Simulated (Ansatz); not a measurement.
# Ce: free energy error per atom as smearing width varies

Plane-wave density functional theory, scalar-relativistic PAW datasets made under PBE, Gamma-centred meshes; one setting moves on a fixed relaxed cell, energies count from the zero-width extrapolation of the reference run, pressure is Pulay-corrected at fixed cutoff and positive in compression. The results are calculated, by Ansatz 0.2.0.

Structure of every row (space group Fm-3m, No. 225):
```
CELL_PARAMETERS angstrom
0.00000 2.26120 2.26120
2.26120 0.00000 2.26120
2.26120 2.26120 0.00000
ATOMIC_POSITIONS crystal
Ce 0.00000 0.00000 0.00000
```

Settings of every row: spin polarised yes; functional LDA; wave cutoff 420 eV; k mesh 12x12x12; smearing method gaussian; reference k mesh 12x12x12; reference smearing width 0.05 eV; reference wave cutoff 420 eV; reference smearing method fermi_dirac; swept setting smearing; valence electrons per atom 12.

Atom:
| element | starting moment (Bohr magneton) |
| --- | --- |
| Ce | 1 |

Limits: a known weakness of the program can leave such a cell on a higher state; open f shell: the state may not be the lowest; search for a lower magnetic state is off; settings are moved on purpose, so some rows are far from converged.

| row | smearing width (eV) | free energy error per atom (meV) | zero smearing energy error per atom (meV) | pressure (GPa) |
| --- | --- | --- | --- | --- |
| 1 | 0.01 | -0.15 | -0.07 | -0.06 |
| 2 | 0.03 | ? | ? | ? |
| 3 | 0.1 | -5.29 | -0.13 | 0.01 |
| 4 | 0.2 | -21.06 | -0.07 | 0.01 |
| 5 | 0.3 | -47.9 | 2.17 | 0.28 |

Largest site moment is 0 Bohr magneton in every row.

Question: what free energy error per atom should row 2 give?

Worked fit of free energy error per atom. Smearing changes a smooth quantity, to lowest order, with the square of the width, so take w² in eV². The shown rows have w² = 0.0001, 0.01, 0.04, 0.09. Their means are 0.035025 and -18.6 meV; the sums about the means are S_tt = 0.004893 and S_ty = -2.6, whose ratio is the slope. Least squares give free energy error per atom = 0.015 − 531.46 × w² meV. The rows lie off it by -0.11, 0.01, 0.18, -0.08 (root mean square 0.11 meV). The constant, 0.015 meV, estimates the value at zero width. The withheld row has w² = 0.0009, so the fit gives 0.015 − 531.46 × (0.0009) = -0.46 meV.

The calculation gave -0.66 meV. The fit lies 0.20 meV (30 % of the value, 0.42 % of the column's range) above it; its largest miss of a shown row is 0.18 meV.

The other values of row 2: zero smearing energy error per atom -0.15 meV; pressure -0.02 GPa.
